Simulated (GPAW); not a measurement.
# Single-oscillator test of the refractive index of rutile-type SiO2 (P4_2/mnm) below the gap, PBE with and without a 0.4 eV scissors shift

A transparent solid well below its gap is usually taken to respond like a single oscillator, so that 1/(n² − 1) falls on a straight line against the square of the photon energy. If the rule holds, a few measured or computed indices are enough to supply the others needed for lenses, coatings and pulse optics. We test it on the rutile-type form of SiO2 for a field along x, at laser wavelengths from 1550 to 308 nm. The index is calculated in the RPA on PBE bands, once as they are and once with the empty bands raised by 0.4 eV. The test is one of internal consistency: each level is compared with its own straight line, not with experiment.

## How the numbers were made

The measured cell of a diffraction database, fixed. GPAW 26.7.0, plane waves with PAW (cutoff 500 eV), PBE and PBE + 0.4 eV scissors, no spin polarisation, no spin-orbit coupling, clamped ions. RPA dielectric function with local fields on a k mesh of 7×7×11, Lorentzian broadening 0.15 eV; the rows are a selection of common laser wavelengths, read off the computed spectrum below 72 % of the smallest direct gap; n is the real part of √ε for a field along x. Smallest direct gap on the mesh: 5.64 eV (PBE) and 6.04 eV (PBE + 0.4 eV scissors).

Notes on method and selection:

- Excitons and lattice vibrations are left out; a gap that is too small makes n too large and too dispersive.
- Runs that did not converge, have known faults or may not be shown are not listed, and runs on Ansatz's PAW sets soft_1 and soft_2 are kept to separate tables.

Columns:

- E² (eV²): square of the photon energy.
- E (eV): photon energy.
- n: refractive index.

## Numbers

| member | E² (eV²) | E (eV) | 1/(n² − 1), PBE | 1/(n² − 1), PBE + 0.4 eV scissors | n, PBE | n, PBE + 0.4 eV scissors |
| --- | --- | --- | --- | --- | --- | --- |
| 1550 nm | 0.64 | 0.80 | 0.4512 | 0.4641 | 1.793 | 1.776 |
| 800 nm | 2.40 | 1.55 | 0.4466 | 0.4597 | 1.800 | 1.782 |
| 633 nm | 3.84 | 1.96 | 0.4429 | 0.4561 | 1.805 | 1.787 |
| 450 nm | 7.59 | 2.75 | 0.4329 | 0.4466 | 1.819 | 1.800 |
| 405 nm | 9.37 | 3.06 | ? | ? | ? | ? |
| 308 nm | 16.20 | 4.03 | 0.4088 | 0.4240 | 1.856 | 1.833 |

Cells marked ? are withheld until the estimate has been made.

Least-squares fits to the members shown, with x = E² (eV²); R² and errors in the fitted variable (y, or ln y where the fit is in ln y):

| y | level | members | fit | R² | rms residual | leave-one-out rms | the same for the mean of the others |
| --- | --- | --- | --- | --- | --- | --- | --- |
| 1/(n² − 1) | PBE | 5 | y = 0.45323 − 0.0027299 x | 1.00 | 2.5×10⁻⁴ | 7.3×10⁻⁴ | 0.019 |
| 1/(n² − 1) | PBE + 0.4 eV scissors | 5 | y = 0.46593 − 0.0025802 x | 1.00 | 1.6×10⁻⁴ | 4.6×10⁻⁴ | 0.018 |
| n | PBE | 5 | y = 1.7898 + 0.0040459 x | 1.00 | 8.3×10⁻⁴ | 0.0024 | 0.028 |
| n | PBE + 0.4 eV scissors | 5 | y = 1.7731 + 0.0036711 x | 1.00 | 5.4×10⁻⁴ | 0.0016 | 0.025 |

## What drives the series

At both levels 1/(n² − 1) falls from each row to the next as the photon energy rises, and a straight line describes it closely. With PBE the total drop is 0.4512 − 0.4088 = 0.0424, while the leave-one-out error of the line is 7.3×10⁻⁴.

The single-oscillator formula is 1/(n² − 1) = (E₀² − E²)/F, with E₀ the oscillator energy and F its strength. The PBE fit gives E₀ = √(0.45323 / 0.0027299) = 12.9 eV, more than twice the smallest direct gap of 5.64 eV. E₀ is therefore not the gap but an average over the interband transitions, most of whose weight lies far above the absorption edge. Seen from photon energies up to 4.03 eV, this broad band of transitions acts nearly as one.

The law is nevertheless an approximation. The PBE slope is (0.4429 − 0.4512) / (3.84 − 0.64) = −0.00259 per eV² between 1550 and 633 nm, and (0.4088 − 0.4329) / (16.20 − 7.59) = −0.00280 per eV² between 450 and 308 nm, about 8 % steeper. Theory gives the same sign: when the oscillator strength is spread over many energies, the transitions nearest the edge gain weight fastest as the photon energy approaches them, and the line bends downward.

Raising the empty bands lowers the index, by 1.793 − 1.776 = 0.017 at 1550 nm and by 1.856 − 1.833 = 0.023 at 308 nm. Larger energy denominators weaken the response, most of all near the edge. Since PBE gaps of wide-gap oxides are generally too small, the PBE index is expected to be too high and too dispersive on that account.

The near-linearity is thus established for x polarisation up to about 70 % of the PBE gap; the rows stop short of the edge, where the bend should grow.

## Predicting the missing value

Plain estimates from the members shown:

- 405 nm (PBE), fit at x = 9.37: 0.4277
- 405 nm (PBE), straight-line interpolation between 450 nm and 308 nm: w = (9.37 − 7.59) / (16.20 − 7.59) = 0.207, so 0.4329 + 0.207 × (0.4088 − 0.4329) = 0.4279

For 405 nm with PBE we start from the interpolation between 450 and 308 nm, 0.4279, rather than from the global fit. The fit ignores the bend and already lies too low at the neighbouring 450 nm, where it gives 0.45323 − 0.0027299 × 7.59 = 0.4325 against the calculated 0.4329.

A curve that bends downward lies above its chord, so the interpolated value needs a small upward correction. The slope is (0.4329 − 0.4429) / (7.59 − 3.84) = −0.00267 per eV² between 633 and 450 nm and −0.00280 per eV² between 450 and 308 nm. The bend is then (−0.00280 + 0.00267) / (16.20 − 3.84) = −0.0000105 per eV⁴. The point at 405 nm lies 9.37 − 7.59 = 1.78 eV² above one end of the chord and 16.20 − 9.37 = 6.83 eV² below the other, so the correction is 0.0000105 × 1.78 × 6.83 = 0.0001, which gives 0.4279 + 0.0001 = 0.4280.

The same route can be tried on 450 nm, using 800, 633 and 308 nm. The chord from 633 to 308 nm gives 0.4429 + (7.59 − 3.84) × (0.4088 − 0.4429) / (16.20 − 3.84) = 0.4326. The bend, found in the same way from the three rows, adds 0.0004, so the result is 0.4326 + 0.0004 = 0.4330 against the calculated 0.4329. We take this miss of 0.0001 as the standard deviation. The correction at 405 nm is smaller than in the trial, but the rounding of the tabulated values contributes an error of similar size.

**Committed estimate, 405 nm (PBE): 1/(n² − 1) = 0.4280 ± 0.0001.**

## Outcome

| member | level | E² (eV²) | E (eV) | 1/(n² − 1) | n |
| --- | --- | --- | --- | --- | --- |
| 405 nm | PBE | 9.37 | 3.06 | 0.4280 | 1.827 |
| 405 nm | PBE + 0.4 eV scissors | 9.37 | 3.06 | 0.4420 | 1.806 |

| member | estimate | 1/(n² − 1) | computed | estimate − computed | miss in error bars |
| --- | --- | --- | --- | --- | --- |
| 405 nm (PBE) | committed | 0.4280 | 0.4280 | 0.0000 | 0.0 |
| 405 nm (PBE) | fit | 0.4277 | 0.4280 | −0.0003 |  |
| 405 nm (PBE) | interpolation | 0.4279 | 0.4280 | −0.0001 |  |

The estimate of 0.4280 agrees with the computed value to the last printed digit and so lies inside its error bar of 0.0001. The global fit is 0.0003 too low. The plain interpolation is 0.0001 too low, which is no more than the rounding of the table, so the gain from the bend correction is hardly resolved at this one point.

The computed value lies above the chord, as argued, but by no more than the rounding, so this one point does not confirm the sign of the bend. The residuals of the fit to the whole series, given below, show it more clearly. The strict single-oscillator law, represented by the global fit, gave the largest miss, though it is a small one.

We were wrong to treat the smallest direct gap, 5.64 eV with PBE, as the absorption edge. In rutile-type SiO2 the transition across that gap is dipole-forbidden and those close to it are weak, so strong absorption sets in only at higher energy. The rows therefore stop further short of the edge that matters for n than "70 % of the gap" suggests, and comparing E₀ with 5.64 eV overstates how far the oscillator lies above that edge.

The two levels are consistent with the explanation of the bend by the lowest transitions that absorb strongly. Raising the empty bands by 0.4 eV moves these away from the photon energies used, and the rms residual of the straight line falls from 2.6×10⁻⁴ to 1.7×10⁻⁴. The shift raises all transitions alike, however, so it does not single out the lowest ones. Larger shifts were also run but are left out here, so the comparison rests on this one step.

## Members off the line

Least-squares fits to the whole series, with x = E² (eV²); R² and errors in the fitted variable (y, or ln y where the fit is in ln y):

| y | level | members | fit | R² | rms residual | leave-one-out rms | the same for the mean of the others |
| --- | --- | --- | --- | --- | --- | --- | --- |
| 1/(n² − 1) | PBE | 6 | y = 0.45325 − 0.0027240 x | 1.00 | 2.6×10⁻⁴ | 5.7×10⁻⁴ | 0.017 |
| 1/(n² − 1) | PBE + 0.4 eV scissors | 6 | y = 0.46594 − 0.0025761 x | 1.00 | 1.7×10⁻⁴ | 3.7×10⁻⁴ | 0.016 |
| n | PBE | 6 | y = 1.78974 + 0.00403433 x | 1.00 | 8.0×10⁻⁴ | 0.0016 | 0.025 |
| n | PBE + 0.4 eV scissors | 6 | y = 1.773 + 0.003646 x | 1.00 | 7.3×10⁻⁴ | 0.0016 | 0.023 |

Largest departures from the fit to the whole series:

| member | level | 1/(n² − 1) | fit | computed − fit | in rms residuals |
| --- | --- | --- | --- | --- | --- |
| 450 nm | PBE + 0.4 eV scissors | 0.4466 | 0.4464 | +0.0002 | 1.3 |
| 450 nm | PBE | 0.4329 | 0.4326 | +0.0003 | 1.3 |
| 308 nm | PBE | 0.4088 | 0.4091 | −0.0003 | 1.2 |
| 308 nm | PBE + 0.4 eV scissors | 0.4240 | 0.4242 | −0.0002 | 1.2 |

None stands out: the largest departure, at 450 nm, is 1.3 rms residuals. The PBE departures do follow a pattern, with 450 nm 0.0003 above the line and both ends, 1550 and 308 nm, 0.0003 below it. This is what a straight line leaves when it is fitted to a curve that bends gently downward, so it belongs to the series as a whole and not to any one wavelength.

## Summary

Between 1550 and 308 nm the single-oscillator law holds closely for x polarisation at both levels. This was tested with one limited set of empty bands, and no larger set is compared here. With y = 1/(n² − 1), a small change dy alters n by −dy/(2 n y²). An error of 0.0003 in y therefore changes n at 405 nm, in size, by 0.0003 × 0.4280⁻² / (2 × 1.827) = 0.0004, so the line serves for interpolating the computed index to the third decimal.

The slope also gives the group index, n + E dn/dE, which sets the delay of a short pulse. Because a derivative feels the bend more than the index does, the local slope between 1550 and 633 nm is the better choice at 800 nm. With s for the slope of y against E², E dn/dE = −s E²/(n y²), so the PBE group index at 800 nm is 1.800 + 0.00259 × 2.40 / (1.800 × 0.4466²) = 1.817.

The absolute index is much less certain. Raising the empty bands by only 0.4 eV already lowers n at 1550 nm by 0.017, about a quarter of the whole PBE spread of 1.856 − 1.793 = 0.063, and the gap error of PBE in wide-gap oxides is generally larger than that shift. Excitons, which are left out, would raise n and so act against the gap correction. So would further empty bands: the sum over transitions stops at a limited number of them, which makes n too low at both levels, and the oscillator energy E₀ too. The tables do not show by how much, so even the sign of the total error in n remains open.
